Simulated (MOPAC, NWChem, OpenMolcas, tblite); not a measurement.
## SiPH3F2 (SMILES FP(F)[SiH3]): the dipole moment, rung by rung

The species is SiPH3F2 (7 atoms), meant as a singlet with charge 0. As SMILES, `FP(F)[SiH3]`. Geometry: relaxed at GFN2-xTB.

Each level gives the dipole moment (D). The values are calculated.

```tsv
level	kind	program	value (D)	CPU time
AM1	semi-empirical	MOPAC	1.56	under 2 s
PM6	semi-empirical	MOPAC	2.82	under 2 s
GFN1-xTB	semi-empirical	tblite	2.64	under 2 s
IPEA1-xTB	semi-empirical	tblite	2.96	under 2 s
HF/ANO-S-MB	Hartree–Fock	OpenMolcas	2.20	1.7 s
HF/STO-3G	Hartree–Fock	NWChem	1.56	3.6 s
HF/3-21G	Hartree–Fock	NWChem	2.96	3.4 s
B3LYP/6-31G* (spherical functions)	global hybrid	NWChem	1.91	33 s
B3LYP/6-31G* (Cartesian functions)	global hybrid	NWChem	1.91	34 s
```

The values span 1.56 to 2.96 D. Magnitudes only. Sets without polarisation functions give poor dipoles. Times are those of the runs behind each value, whatever else they computed, on shared processors of several kinds: orders of magnitude only.

The molecule is clearly polar at every level, but the size of its dipole is far less certain. The moment is the vector sum of strongly polar P–F bonds, a directional phosphorus lone pair and the more weakly polar silyl group. Because these contributions partly cancel, modest shifts in charge can change the total considerably.

Within Hartree–Fock, going from STO-3G to 3-21G nearly doubles the moment. The split valence shell probably lets fluorine draw more density from phosphorus, without the d functions that would polarise the phosphorus density and temper the charge separation. The two minimal sets also differ, at 1.56 and 2.20 D, so the shape of the contracted functions matters as well as their number.

The match between AM1 and STO-3G, and that between IPEA1-xTB and 3-21G, is probably fortuitous and doesn't support either value. The lower B3LYP/6-31G* moment relative to HF/3-21G can't be assigned to electron correlation, since basis and electronic treatment change together.
